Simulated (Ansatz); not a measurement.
CoO: pressure and energy above lowest point against volume scale

Free energy against uniform scaling of the volume at fixed shape and fractions; periodic cell, basis, potentials, k mesh and filling as listed. The results are calculated, by Ansatz 0.2.0.

The cell before it is scaled or strained (space group P6_3mc, No. 186):
```
cell vectors (Å)
   3.2083     0.0000     0.0000
  -1.6041     2.7784     0.0000
   0.0000     0.0000     5.2461
atoms (fractions of the cell vectors)
Co  0.00000  0.00000  0.00347
Co  0.33333  0.66667  0.50336
O   0.00000  0.00000  0.37161
O   0.33333  0.66667  0.87156
```

Settings of every row: functional PBEsol; dispersion none; potentials PAW; wave cutoff 476.2 eV; density cutoff 1904.8 eV; k mesh 8x8x5; k shift 0x0x0; occupations cold; smearing width 0.15 eV; spin collinear.

Limits: coarse k mesh, up to 40 meV an atom off; minimum outside the range; state may not be the lowest; the cell comes from a prototype or a list of computed structures and needn't be the stable phase.

| row | volume scale | V (Å³/atom) | pressure (GPa) | energy above lowest point (meV/atom) |
| --- | --- | --- | --- | --- |
| 1 | 0.9406 | 10.996 | -4.27 | 0 |
| 2 | 0.9703 | 11.344 | -7.87 | 13.3 |
| 3 | 1 | 11.691 | -10.95 | 33.7 |
| 4 | 1.0297 | 12.038 | ? | ? |
| 5 | 1.0594 | 12.385 | -16.01 | 92.7 |

Question: what pressure and energy above lowest point should row 4 give?

Worked fit of pressure. Take u = (V_r/V)^(2/3) − 1 with V_r = 11.518 Å³ an atom, which is twice the finite (Eulerian) strain; such expansions in the strain, on which the Birch-Murnaghan equation of state is built, carry the rest volume and the bulk modulus. The shown rows have u = 0.0314, 0.0102, -0.00989, -0.04723. Least squares give pressure = −9.467 + 154.61 × u + 341.2 × u² GPa; a straight line predicts inner rows, each left out in turn, worse (root mean square 0.33 against 0.032 GPa). The rows lie off it by 0.01, -0.02, 0.01, 0.00. The withheld row has u = -0.02901, so the fit gives −9.467 + 154.61 × (-0.02901) + 341.2 × (-0.02901)² = -13.67 GPa.

The calculation gave -13.66 GPa. The fit lies 0.01 GPa (0.085 % of the column's range) below it, one unit of the last digit.

Worked fit of energy above lowest point. Take u = (V_r/V)^(2/3) − 1 with V_r = 11.518 Å³ an atom, which is twice the finite (Eulerian) strain; such expansions in the strain, on which the Birch-Murnaghan equation of state is built, carry the rest volume and the bulk modulus. The shown rows have u = 0.0314, 0.0102, -0.00989, -0.04723. Least squares give energy above lowest point = 22.67 − 1025.2 × u + 9681 × u² meV/atom; a straight line predicts inner rows, each left out in turn, worse (root mean square 9.4 against 0.15 meV/atom). The rows lie off it by 0.0, 0.1, -0.1, 0.0. The withheld row has u = -0.02901, so the fit gives 22.67 − 1025.2 × (-0.02901) + 9681 × (-0.02901)² = 60.6 meV/atom.

The calculation gave 60.5 meV/atom. The fit lies 0.1 meV/atom (0.11 % of the column's range) above it, one unit of the last digit.
